**Two-velocity spectral function: edge laws and the cost of evaluating the line shape**

**Statement.** Take $\hbar=1$, $T=0$, $q=k-k_F>0$, $u_\rho>u_\sigma$, $u_\pm=u_\rho\pm u_\sigma$ and $\gamma=(K_\rho+1/K_\rho-2)/8$. Then $A\sim(\omega-u_\sigma q)^{2\gamma-1/2}$, $|\omega-u_\rho q|^{\gamma-1/2}$ and $(-\omega-u_\rho q)^{\gamma}$ at the three edges, and $A=0$ for $-u_\rho q<\omega<u_\sigma q$. The Hubbard chain at $U\to\infty$ ($T\to0$ first) has $K_\rho=1/2$, $\gamma=1/16$ and $u_\sigma\to0$. With $w=\omega/u_\rho q<1$, $A$ is the spinon power law times $f(w)$. The table gives the costs and relative deficits $1-f_{\rm approx}/f$ at $w=1/2$, where $f=1.335965$.

| Method | Operations | Stored numbers | Deficit |
|---|---|---|---|
| Series $M=1$ (power law) | 0 | 1 | $2.51\times10^{-1}$ |
| $M=5$ | 8 | 5 | $8.21\times10^{-3}$ |
| $M=11$ | 20 | 11 | $8.72\times10^{-5}$ |
| $M=14$ | 26 | 14 | $9.76\times10^{-6}$ |
| Gauss $N=1$ | 4 | 2 | $3.37\times10^{-2}$ |
| $N=2$ | 9 | 4 | $1.23\times10^{-3}$ |
| $N=3$ | 14 | 6 | $6.60\times10^{-5}$ |
| $N=4$ | 19 | 8 | $3.95\times10^{-6}$ |
| Ring $m=2$ | 8 | 9 | $1.02\times10^{-1}$ |
| $m=6$ | 20 | 21 | $3.54\times10^{-2}$ |
| $m=22$ | 68 | 69 | $9.75\times10^{-3}$ |

Each $+,-,\times,\div,\sqrt{\ }$ counts once. Setup is spread over many frequencies and prefactors are not counted.

**Choice.** For $10^{-2}$ the series is cheapest (8 operations), barely ahead of Gauss (9). For $10^{-4}$ and $10^{-5}$ Gauss wins (14 and 19 against 20 and 26), and the ring needs $6.5\times10^3$ for $10^{-4}$. Within 8 operations take $M=5$. Within 20 take $N=4$, whose deficit is 22 times smaller than that of $M=11$.

**Edges.** Each factor of $G\sim(x-u_\sigma t)^{-1/2}(x-u_\rho t)^{-1/2-\gamma}(x+u_\rho t)^{-\gamma}$ has the form $[i(ut-x)+0]^{-a}=\int_0^\infty dk\,k^{a-1}e^{ik(x-ut)}/\Gamma(a)$. An added particle thus creates momenta $k_i\ge0$ with $a_i=\tfrac12,\ \gamma+\tfrac12,\ \gamma$, $q=k_1+k_2-k_3$ and $\omega=u_\sigma k_1+u_\rho(k_2+k_3)\ge u_\sigma q$. For removal $q$ and $\omega$ change sign, so $-\omega\ge u_\rho q$. At an edge one branch carries $q$, and the two small momenta under one energy constraint scale with exponent $a_i+a_j-1$.

**Exact form.** For $0<\epsilon=\omega-u_\sigma q<u_-q$ put $k_2=\epsilon s/u_-$, $k_3=\epsilon(1-s)/u_+$. Euler's integral gives, up to a cutoff factor,
$$A=\frac{\epsilon^{2\gamma-1/2}\,u_+^{1/2-\gamma}\,u_-^{-\gamma-1/2}}{\sqrt{\pi}\,\Gamma(2\gamma+\frac12)\sqrt{\omega+u_\rho q}}\;{}_2F_1\!\Big(\tfrac12,\gamma+\tfrac12;2\gamma+\tfrac12;\tfrac{2u_\rho\epsilon}{u_-(\omega+u_\rho q)}\Big).$$
At $u_\sigma=0$, with $x=2s-1$ and $\langle\cdot\rangle$ the average with weight $(1+x)^{-7/16}(1-x)^{-15/16}$,
$$f=\langle(1-wx)^{-1/2}\rangle=(1+w)^{-1/2}\,{}_2F_1\big(\tfrac12,\tfrac9{16};\tfrac58;\tfrac{2w}{1+w}\big).$$

**Series.** $f=\sum_n\binom{2n}{n}(w/4)^n\mu_n$ with $\mu_n=\langle x^n\rangle$. Partial integration gives $\mu_{n+1}=(4\mu_n+8n\mu_{n-1})/(8n+5)>0$ from $\mu_0=1$. The endpoint $x=1$ makes $\mu_n\propto n^{-\gamma}$, so the tail falls as $w^MM^{-1/2-\gamma}$. Horner's rule costs $2(M-1)$, memory is $M$, setup $O(M)$.

**Gauss–Jacobi.** $N$ nodes for this weight integrate degree $2N-1$ exactly. The branch point $x=1/w$ makes Chebyshev coefficients fall as $\rho^{-k}$, $\rho=(1+\sqrt{1-w^2})/w$, so the deficit falls as $\rho^{-2N}$. Work is $5N-1$, memory $2N$, setup a tridiagonal eigenproblem, $O(N^2)$. The logarithm of the deficit drops per operation by $\frac25\ln\rho$, against $\frac12\ln(1/w)$ for the series: 0.527 against 0.347 at $w=1/2$, and 0.187 against 0.053 at $w=0.9$. The series has the higher rate only below $w=0.063$.

**Ring.** On a ring of length $L$ each factor becomes $(1-y)^{-a}=\sum_jb_a(j)y^j$, $b_a(j)=\Gamma(j+a)/[\Gamma(a)j!]$. The line $q=2\pi n/L$, $\omega=2\pi u_\rho m/L$ (measured from the lowest addition state, $w=m/n$) has weight
$$W=\sum_{j=0}^mb_{9/16}(j)\,b_{1/16}(m-j)\,b_{1/2}(n+m-2j),\qquad f_{\rm approx}=\sqrt{\pi n}\,\Gamma(\tfrac58)\,m^{3/8}W.$$
Work is $3m+2$, memory $3(m+1)$. The first two factors equal $b_{5/8}(m)$ times a binomial distribution of $j$ averaged over $s$, in which $2j/m-1$ has mean $x$ and variance $(1-x^2)/m$. With $b_a(j)\simeq j^{a-1}[1+a(a-1)/2j]/\Gamma(a)$ the deficit is $C/m$,
$$C=\tfrac{15}{128}+\big\langle\tfrac w8(1-wx)^{-3/2}-\tfrac{3w^2}8(1-x^2)(1-wx)^{-5/2}\big\rangle/f=0.215 .$$

**Scales and limits.** Assume hopping $t_h=0.25$ eV, spacing $a_L=4$ Å, quarter filling and $q=0.05$ Å$^{-1}$. The charges are spinless fermions at half filling, so $u_\rho=2t_ha_L=2.0$ eV Å. The model's holon edge lies at 0.10 eV, $w=1/2$ means 0.050 eV or 580 K, and $m=22$ needs $L=553$ nm. Band nonlinearity shifts that edge by the fraction $(qa_L)^2/6=0.7\%$ and alters the exponents that close to it. Marginal spin backscattering adds corrections in inverse powers of $\ln(1/qa_L)=1.6$, which cannot be assumed small. Tolerances below $10^{-2}$ therefore refer to the linearised model, not to the lattice chain.